A fast electron crossing silicon gives up energy most readily in portions of about 17 eV. How much loss is left far below that, at 2 eV and less?

Loss function of crystalline silicon in the optical limit, computed with Yambo 5.3.0 in the independent-particle approximation on PBE states from Quantum ESPRESSO, without quasiparticle corrections. The calculation uses PseudoDojo 0.4.1 SR PBE standard pseudopotentials, a 24 × 24 × 24 k-point mesh, 19 bands in the sums and a damping of 0.3 eV.

| row | loss function | loss energy (eV) |
| --- | --- | --- |
| 1 | ? | ? |
| 2 | ? | ? |
| 3 | ? | ? |
| 4 | 0.022 | 3.020 |
| 5 | 0.037 | 4.027 |
| 6 | 0.060 | 5.034 |
| 7 | 0.083 | 6.040 |
| 8 | 0.115 | 7.047 |
| 9 | 0.144 | 8.054 |
| 10 | 0.181 | 9.060 |
| 11 | 0.259 | 10.270 |
| 12 | 0.362 | 11.280 |
| 13 | 0.524 | 12.280 |
| 14 | 0.852 | 13.290 |
| 15 | 1.416 | 14.300 |
| 16 | 2.408 | 15.300 |
| 17 | 4.529 | 16.310 |
| 18 | 5.314 | 17.320 |
| 19 | 2.549 | 18.320 |
| 20 | 1.157 | 19.330 |
| 21 | 0.698 | 20.340 |
| 22 | 0.449 | 21.340 |
| 23 | 0.297 | 22.350 |
| 24 | 0.209 | 23.360 |
| 25 | 0.150 | 24.360 |
| 26 | 0.108 | 25.370 |
| 27 | 0.089 | 26.380 |
| 28 | 0.074 | 27.380 |
| 29 | 0.061 | 28.390 |
| 30 | 0.051 | 29.400 |

**Rows 4 to 10: strong absorption, little loss.** The loss function is Im ε/|ε|², where ε is the dielectric function at the given loss energy. Im ε measures absorption of light, while |ε|² measures how well the crystal screens the passing charge. In the same calculation, light absorption peaks at 3.83 eV with Im ε = 31, so the loss there is at most 1/31, or about 0.03. The crystal absorbs light best at an energy where it also screens the field of the fast charge strongly. Towards row 10 the screening weakens and the loss rises, nearly as the square of the energy.

**Rows 11 to 18: screening collapses.** Far above the energies of their main transitions, the valence electrons respond almost as if free. Then ε ≈ 1 − ωₚ²/ω², where ω is the loss energy and ωₚ² is proportional to the electron density. This ε passes through zero at ω = ωₚ, and the loss becomes large because its denominator nearly vanishes. Four electrons per atom give ωₚ = 16.5 eV, close to the computed maximum at 16.9 eV, between rows 17 and 18. This is the plasmon, a joint oscillation of all valence electrons.

**Rows 19 to 30: nearly transparent.** Above the plasmon ε rises from near zero towards 1, so a small denominator no longer magnifies the loss. What remains approaches Im ε itself, which is weak at these energies. The calculation summed over 19 bands, so the last rows may miss some transitions to higher states.

**Rows 1 to 3: below the absorption edge.** The regular step of the rows below 10 eV, continued downwards, puts these rows at 0, 1.01 and 2.01 eV. Absorption in this calculation needs a vertical transition, which on this mesh of k points starts at 2.55 eV. Below that edge, theory leaves only one source of loss: the damping η = 0.3 eV, which gives each transition a tail.

A single oscillator estimates this tail:

ε = 1 + S/(E₀² − ω²)

E₀ = 3.83 eV is the absorption peak. The computed static dielectric constant, 13.44, fixes S = 12.44 × E₀² ≈ 182 eV². Replacing ω by ω + iη gives, for small η,

loss ≈ 2Sωη/(E₀² + S − ω²)².

For row 3 the numerator is 2 × 182 × 2.01 × 0.3 ≈ 220 eV⁴ and the denominator is 192.7² ≈ 37,100 eV⁴, so the loss is 0.006. No row of the table was used to set the constants.

The formula is meant only for energies below the edge. At row 4, where real absorption has begun, it gives 0.009 against the computed 0.022, and it puts the plasmon at 14 eV, too low. An oscillator whose strength follows from the electron density places the plasmon better, but gives only 0.004 at row 3. The square law of rows 4 to 10, continued downwards, ignores the edge and gives 0.009 there.

The forecasts are:

- Row 1: 0.000 ± 0.001, because the formula vanishes at zero energy.
- Row 2: 0.003 ± 0.001.
- Row 3: 0.006 ± 0.002, below the continued square law.

The ranges are judgements based on the spread of these models and the unknown shape of the edge.

The withheld rows as computed:

| row | loss function | loss energy (eV) |
| --- | --- | --- |
| 1 | 0.005 | 0.000 |
| 2 | 0.006 | 1.007 |
| 3 | 0.008 | 2.013 |

The energies are right, but all three losses are higher than forecast. Rows 1 and 2 lie clearly outside their ranges. Row 3 sits at the upper end of its range, and the three decimals of the table cannot tell on which side. Its loss does lie below the continued square law, yet that law comes closer to it than the oscillator does.

Row 1 shows what went wrong. The loss function of any material, with or without a gap, must vanish at zero energy, so a loss of 0.005 there is a product of the calculation and not a property of silicon. The likely source is the way the damping enters. In the formula above, each transition has a mirror image at negative energy, and their two tails cancel at zero.

If the tails added instead, as they do in the time-ordered form of the response function, Im ε at zero would be about 12.44 × η/E₀ ≈ 1. Dividing by 13.44² gives a loss of about 0.005, in line with the computed value. This agreement, found after the reveal and with a single oscillator, supports the explanation but does not prove it. If it is right, halving the damping should roughly halve the loss in row 1; no such run is at hand.

The same background probably lifts rows 2 and 3. With added tails, the single oscillator is expected to give about 0.006 and 0.007 there, close to the computed 0.006 and 0.008. The near agreement at row 3 therefore does not support the original formula: from row 1 to row 3 the computed loss rises by 0.003, the formula by 0.006. The ranges were too narrow because they allowed for an uncertain edge but took the form of the damping for granted.

For practical use, the plasmon position rests on the electron density and can be trusted far more than the first rows, which mainly reflect the broadening. Row 4 needs care too: the functional puts the absorption edge too low, so real silicon should lose less there.

The analysis program printed:

```
Regular energy step of rows 4 to 10 (eV): 1.007
Power of energy with which the loss rises from row 4 to row 10: 1.918
Loss at row 18 divided by loss at row 4: 241.5
Free-electron plasmon energy from the valence density (eV): 16.54
Plasmon energy of the absorption-peak oscillator (eV), computed peak 16.91: 14.03
Plasmon energy of the density oscillator (eV), computed peak 16.91: 17.19
Absorption-peak oscillator at row 4: 0.009365
Computed loss over absorption-peak oscillator at row 4: 2.349
Computed loss over absorption-peak oscillator at row 10: 2.412
Forecast energies of rows 1 to 3 (eV): 0, 1.007, 2.013
Computed energies of rows 1 to 3 (eV): 0, 1.007, 2.013
Forecast loss of rows 1 to 3, absorption-peak oscillator: 0, 0.002869, 0.00592
Error bars of the forecast for rows 1 to 3: 0.001, 0.001, 0.002
Rival 1 for rows 1 to 3, density oscillator: 0, 0.001903, 0.003886
Rival 2 for rows 1 to 3, continued square law: 0, 0.002327, 0.00931
Computed loss of rows 1 to 3: 0.005, 0.006, 0.008
Miss of the forecast for rows 1 to 3, forecast less computed: -0.005, -0.003131, -0.00208
Miss of rival 1 for rows 1 to 3: -0.005, -0.004097, -0.004114
Miss of rival 2 for rows 1 to 3: -0.005, -0.003673, 0.00131
```
